## Foreseeing two bond points in (HO)₃Si–NH–Si(OH)₃

Can the known bonds of this molecule tell us what the electron density does in two places where it has yet to be seen? The molecule has two silicon atoms, each with three OH groups, joined through an NH group. The tool is the bond critical point, the place where the density is lowest along the path between two bonded atoms but highest across it. The values come from a B3LYP density at a tight-binding geometry.

QTAIM bond critical points of neutral, singlet (HO)₃Si–NH–Si(OH)₃ in the gas phase, computed with PySCF 2.14.0 at the B3LYP/6-311G(d,p) level on a GFN2-xTB geometry. The atoms are numbered as follows: Si 1 and 6, O 2–4 and 7–9, N 5, H 10–16.

| row | density (a.u.) | first atom | second atom | laplacian (a.u.) | ellipticity | energy density (a.u.) |
| --- | --- | --- | --- | --- | --- | --- |
| 1 | 0.368 | 2.000 | 10.000 | -2.550 | 0.007 | -0.714 |
| 2 | 0.368 | 7.000 | 14.000 | -2.556 | 0.006 | -0.715 |
| 3 | 0.368 | 4.000 | 12.000 | -2.541 | 0.006 | -0.712 |
| 4 | 0.367 | 9.000 | 16.000 | -2.550 | 0.006 | -0.713 |
| 5 | 0.366 | 8.000 | 15.000 | -2.545 | 0.007 | -0.711 |
| 6 | 0.360 | 3.000 | 11.000 | -2.531 | 0.007 | -0.706 |
| 7 | 0.335 | 5.000 | 13.000 | -1.497 | 0.027 | -0.439 |
| 8 | 0.143 | 1.000 | 2.000 | 1.011 | 0.073 | -0.043 |
| 9 | 0.142 | 1.000 | 3.000 | 0.992 | 0.084 | -0.044 |
| 10 | 0.140 | 6.000 | 9.000 | 0.973 | 0.077 | -0.042 |
| 11 | 0.139 | 6.000 | 7.000 | 0.968 | 0.076 | -0.041 |
| 12 | 0.138 | 1.000 | 4.000 | 0.960 | 0.070 | -0.042 |
| 13 | 0.138 | 6.000 | 8.000 | 0.957 | 0.083 | -0.041 |
| 14 | 0.135 | 5.000 | 6.000 | 0.643 | 0.134 | -0.063 |
| 15 | ? | ? | ? | ? | ? | ? |
| 16 | ? | ? | ? | ? | ? | ? |

The density $\rho$ at the point measures how much charge the two atoms hold between them. The Laplacian $\nabla^2\rho$ is negative where density is locally concentrated and positive where it is depleted. The energy density $H$ is the sum of a positive kinetic part and a negative potential part. The ellipticity is zero if the density falls off equally in all directions across the bond.

### Two kinds of covalent bond

The known rows form two groups. In the O–H and N–H bonds the density is high, the Laplacian is negative and the energy density is strongly negative. In the bonds to silicon the Laplacian is positive and the energy density only weakly negative. The mean O–H density is 2.6 times the mean Si–O density.

The standard explanation starts from the cores. Hydrogen has none. The critical point of an O–H or N–H bond lies close to the proton, in a region of concentrated charge that runs on into the valence shell of the heavier atom. Silicon has lost much of its valence density to oxygen or nitrogen. The critical point then lies near the edge of its core, and the density rises steeply from there towards both nuclei. This strong upward curvature along the bond outweighs the downward curvature across it and makes the Laplacian positive.

A positive Laplacian therefore does not make Si–O a purely ionic bond. The local virial relation separates the kinetic part $G$ from the potential part $V$:

$$
G=\tfrac14\nabla^2\rho-H,\qquad \frac{|V|}{G}=1-\frac{H}{G}.
$$

The ratio exceeds 2 where the Laplacian is negative and falls below 1 where the energy density is positive. It is above 10 in the O–H bonds but about 1.15 in the Si–O bonds, which thus lie between the shared and the closed-shell limits. The ratio restates the two columns in a form that is easy to compare; it is no independent test of them.

### Which bonds are still to come

The molecule has 15 covalent bonds, and the known rows contain all but Si1–N5. This is the natural candidate for row 15. The density also has one ring point, which requires a closed loop of bond paths, and the covalent skeleton has no loop. A hydrogen bond from H11 to O8, 2.03 Å long, would close a six-membered ring, so it is the candidate for row 16.

### Density as a function of distance

The density of an atom falls roughly exponentially in its outer region. When two atoms move apart, the point between them lies further out in both tails, and its density should fall in a similar way. For a given pair of elements this suggests

$$
\rho=\rho_0\,\exp\!\left(-\frac{d-d_0}{b}\right),
$$

where $d$ is the distance and $\rho_0$ and $d_0$ are the means of the known bonds between the same elements. The decay length $b$ is set to 0.37 Å, a rough constant borrowed from bond-valence rules. Its use for the density is an assumption.

For the hydrogen bond, the reference is the mean O–H bond, with a length of 0.95 Å and a density of 0.366. The contact is longer by $2.03-0.95=1.08$ Å, so

$$
\rho\approx0.366\times\exp(-1.08/0.37)\approx0.020.
$$

Varying $b$ between 0.33 and 0.41 Å gives the range of the forecast.

By the listed coordinates, which are rounded to 0.01 Å, Si1–N5 is only 0.025 Å longer than N5–Si6. The exponential rule gives it a density of 0.126, whereas the gentler slope seen among the Si–O bonds gives 0.130. The forecast covers both, with a margin for scatter. The remaining ranges are judgements based on N5–Si6 and on ordinary hydrogen bonds.

- **Row 15, Si1–N5:** density 0.121 to 0.133; Laplacian 0.50 to 0.65; energy density −0.067 to −0.053; ellipticity 0.08 to 0.17.
- **Row 16, O8···H11:** density 0.014 to 0.027; Laplacian 0.05 to 0.11; energy density within 0.004 of zero; ellipticity, only loosely, 0.02 to 0.3.

The rows are ordered by falling density, which already tells us that neither value can exceed 0.135. The low value proposed for row 16 comes from the distance argument.

### The computed values

The withheld rows as computed:

| row | density (a.u.) | first atom | second atom | laplacian (a.u.) | ellipticity | energy density (a.u.) |
| --- | --- | --- | --- | --- | --- | --- |
| 15 | 0.129 | 1.000 | 5.000 | 0.604 | 0.113 | -0.059 |
| 16 | 0.022 | 8.000 | 11.000 | 0.081 | 0.100 | 0.002 |

Both points join the pairs of atoms proposed for them. For row 15 the density, Laplacian and energy density all fall within their ranges. The computed density of 0.129 lies between the two estimates, closer to the one from the Si–O slope. That does not make the slope the better rule, because both estimates used the rounded coordinates. The density analysis also lists the bond lengths more finely: 1.712 Å for N5–Si6 and 1.73 Å for Si1–N5. The difference is therefore only 0.018 Å, and for this the exponential rule gives 0.129, in agreement with the computed value. The small miss came from the rounding, not from the rule.

The two Si–N bonds also share nearly the same balance of energies, with a potential-to-kinetic ratio of 1.28 in each. This was not forecast. By this measure, the small loss of density in the longer bond leaves its character unchanged. Both ratios lie above those of the Si–O bonds, as suits the lower electronegativity of nitrogen and a more evenly shared bond.

For row 16 the same three quantities again fall within their ranges. The density is 0.022, so the central estimate was about a tenth too low. A decay length of 0.38 Å instead of 0.37 Å would have matched it. One contact cannot establish that length as a general constant, and the wide range stated beforehand is the fairer measure of what the rule can do.

Both ellipticities also fall within their ranges, at 0.113 for Si1–N5 and 0.100 for O8···H11. The second range was so loose that this hit says little.

### What changes at the hydrogen bond

The density at the hydrogen-bond point is only 6% of that in a mean O–H bond, and the balance of energies has changed as well. The Laplacian is positive, as in the Si–O bonds, but the energy density is now slightly positive too, at 0.002. The kinetic part exceeds the potential part, and the ratio of potential to kinetic part drops to about 0.9. This is the usual signature of a closed-shell contact, in which two filled electron distributions meet with little sharing.

Si–O and the hydrogen bond thus have the same sign of the Laplacian for different reasons. In Si–O, a short and strong bond has its critical point beside a stripped silicon core. In the hydrogen bond, the point lies in the thin outer tails of both atoms. The energy density separates the two cases where the sign of the Laplacian does not.

The donor bond O3–H11 has the lowest density of the six O–H bonds, 0.360 against 0.366 to 0.368 in the others. The rounded coordinates hide the reason, but the finer lengths from the density analysis show it: this is the longest of the six O–H bonds, by a few thousandths of an ångström. Under the distance rule, even so small a stretch accounts for much of the drop. A slightly stretched bond is what one expects of a hydrogen-bond donor. To show that the hydrogen bond causes the stretch would take a conformer in which the same OH group points away from O8.

### How far the rule reaches

The rule gives the scale of the density over a large change in distance. It can also rank nearly equal bonds of one kind, but only if their lengths are known finely enough. From the rounded coordinates, Si1–O4 appears shorter than Si6–O9 yet has the lower density. The finer lengths reverse that order, 1.633 Å against 1.629 Å, and with them the density falls steadily with length through all six Si–O bonds. One overall factor fitted to the 14 known rows comes out at 1.00, but this follows from using their own means as references. The two withheld rows, which took no part in that fit, are the real test; the printed output after this section gives the details.

The hydrogen bond is also the value most exposed to the chosen geometry. With the same decay length, shortening the contact by 0.1 Å would raise its density by roughly 30%. The geometry was not relaxed with B3LYP, the basis has no diffuse functions and only one conformer was computed. The positive Laplacian is therefore safer than the exact density or the sign of the very small energy density.

Si–O and Si–N–Si links also occur in silicon oxynitride gate dielectrics. The results describe such links as strongly polar bonds with some sharing, slightly more of it in Si–N. They do not by themselves give a film's band gap, permittivity or leakage current.

The analysis program printed:

```
Bond points with forecast pairs in the last two rows:
  row  length (A)  rule density (a.u.)  computed density (a.u.)  kinetic energy density (a.u.)  potential to kinetic ratio
    1       0.951               0.3691                    0.368                         0.0765                       10.33
    2      0.9532                0.367                    0.368                          0.076                       10.41
    3      0.9552               0.3649                    0.368                        0.07675                       10.28
    4      0.9559               0.3643                    0.367                         0.0755                       10.44
    5      0.9557               0.3645                    0.366                        0.07475                       10.51
    6       0.953               0.3671                     0.36                        0.07325                       10.64
    7       1.002                0.335                    0.335                        0.06475                        7.78
    8       1.625               0.1415                    0.143                         0.2957                       1.145
    9       1.619               0.1438                    0.142                          0.292                       1.151
   10       1.634               0.1383                     0.14                         0.2853                       1.147
   11       1.636               0.1372                    0.139                          0.283                       1.145
   12       1.627               0.1409                    0.138                          0.282                       1.149
   13       1.634               0.1383                    0.138                         0.2802                       1.146
   14       1.707                0.135                    0.135                         0.2238                       1.282
   15       1.732               0.1262                    0.129                           0.21                       1.281
   16        2.03              0.01997                    0.022                        0.01825                      0.8904
fit of density on 14 rows: coefficient of rule 0.9999 +/- 0.0026; rms 0.00256, worst 6 0.00709, leave-one-out rms 0.00287
  rows outside the fit (model, value, miss): 15 0.1262, 0.129, -0.00281; 16 0.01997, 0.022, -0.00203
Mean O-H density over mean Si-O density: 2.615
Slope of Si-O density with length (a.u. per A): -0.2013
Si1-N5 longer than N5-Si6 by (A): 0.02495
Si1-N5 density forecast from the Si-O slope (a.u.): 0.13
O8...H11 density forecast with b 0.33 A (a.u.): 0.01404
O8...H11 density forecast with b 0.41 A (a.u.): 0.02652
Row 15 computed density relative to N5-Si6 (percent): 95.56
Row 16 computed density relative to mean O-H (percent): 6.008
Decay length b implied by row 16 and mean O-H (A): 0.3827
```
